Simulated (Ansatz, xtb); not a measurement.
**Relative energy of two isomers of C3H5BrN2Si**

We compare I, `[SiH3]n1cnc(Br)c1`, a singlet, with II, `[SiH3]n1ccnc1Br`, a singlet. Both are isolated molecules in the gas phase, relaxed with r2SCAN-D4/def2-SVP.

I (Å):

```csv
atom,x (Å),y (Å),z (Å)
C,-0.4923,-0.4714,-1.8275
C,0.1367,1.0472,-3.1618
C,-0.2095,1.7075,-2.0029
Br,0.7775,1.8394,-4.7357
N,-0.6220,0.7108,-1.1280
N,-0.0400,-0.2963,-3.0473
Si,-1.1995,0.9156,0.5473
H,-2.4129,1.7764,0.5458
H,-0.1278,1.5496,1.3616
H,-1.5070,-0.4565,1.0264
H,-0.7485,-1.4340,-1.3814
H,-0.1974,2.7626,-1.7378
```

II (Å):

```xyz
12

C    -0.4767   -0.3946   -1.8032
C    -0.3663   -0.1770   -3.1560
C    -0.4817    1.7423   -2.2691
Br   -0.5466    3.5922   -1.9594
N    -0.5533    0.8651   -1.2104
N    -0.3710    1.1715   -3.4329
Si   -0.7093    1.2430    0.5322
H    -1.9736    1.9849    0.7741
H     0.4644    2.0355    0.9815
H    -0.7378   -0.0890    1.1925
H    -0.5081   -1.3061   -1.2091
H    -0.2834   -0.9174   -3.9515
```

Question: Which of the two would you expect CCSD(T)/def2-SVP + ΔMP2/def2-TZVPP electronic energies to favour?

Answer: CCSD(T)/def2-SVP + ΔMP2/def2-TZVPP gives E(II) − E(I) = −0.007 eV, slightly favouring structure II, which is too small a margin to settle the true order.

Level by level:

```csv
level,geometry,E(II) − E(I) (eV),departure from the last row (eV),"job, with rough time for the two"
GFN2-xTB,GFN2-xTB,−0.085,−0.078,"optimisation, 1.6 s"
HF/STO-3G,GFN2-xTB,+0.040,+0.046,"single point, 7.3 s"
r2SCAN-D4/def2-SVP//GFN2-xTB,GFN2-xTB,−0.007,0.000,"single point, 35 s"
r2SCAN-D4/def2-SVP,r2SCAN-D4/def2-SVP,−0.022,−0.015,"optimisation, 4.4 min"
HF/def2-SVP,r2SCAN-D4/def2-SVP,+0.036,+0.043,part of the CCSD(T) run
MP2/def2-SVP,r2SCAN-D4/def2-SVP,−0.011,−0.004,part of the CCSD(T) run
CCSD(T)/def2-SVP,r2SCAN-D4/def2-SVP,−0.006,+0.001,single point
CCSD(T)/def2-SVP + ΔMP2/def2-TZVPP,r2SCAN-D4/def2-SVP,−0.007,,"single point, 11 min"
```

As drawn, both hold the same kinds of bond in the same numbers.

The largest departure from CCSD(T)/def2-SVP + ΔMP2/def2-TZVPP is that of GFN2-xTB, 0.078 eV. The last row adds to CCSD(T) the change of the MP2 difference between the two basis sets, here −0.001 eV.

With thermal terms from frequencies at re-optimised GFN2-xTB minima (ideal gas, soft modes damped towards free rotors, one conformer each, 298.15 K, 1 atm): the zero-point term adds +0.010 eV; ΔH is −0.004 and ΔG +0.021 eV.

The correlated steps freeze 19 core orbitals; the filled d shell of Br is correlated, in a basis made for valence electrons. Codes used: Ansatz 0.2.0, xtb 6.7.1; the last row on 2 threads of AMD EPYC (Zen 3) on a shared host.

The two compounds are the 4-bromo (I) and 2-bromo (II) isomers of N-silylimidazole, and they are nearly degenerate because moving bromine around the ring leaves the aromatic π system and the N–Si bond intact. In both, bromine sits on a carbon next to the pyridine-like nitrogen; only in II is it also beside the silylated nitrogen, where steric repulsion competes with attraction between bromine and the silyl group.

At the same geometries and in the same basis, Hartree–Fock favours I by 0.036 eV, whereas MP2 favours II by 0.011 eV, so electron correlation reverses the order. Dispersion in the closer Br/silyl contact probably contributes, although changes in correlation within the ring cannot be separated from it. The free-energy difference of +0.021 eV leans back towards I, perhaps because crowding stiffens the silyl torsion in II. The results thus support near-equal stability rather than a clear positional preference, and a polar solvent could shift the balance if the isomers' dipole moments differ.
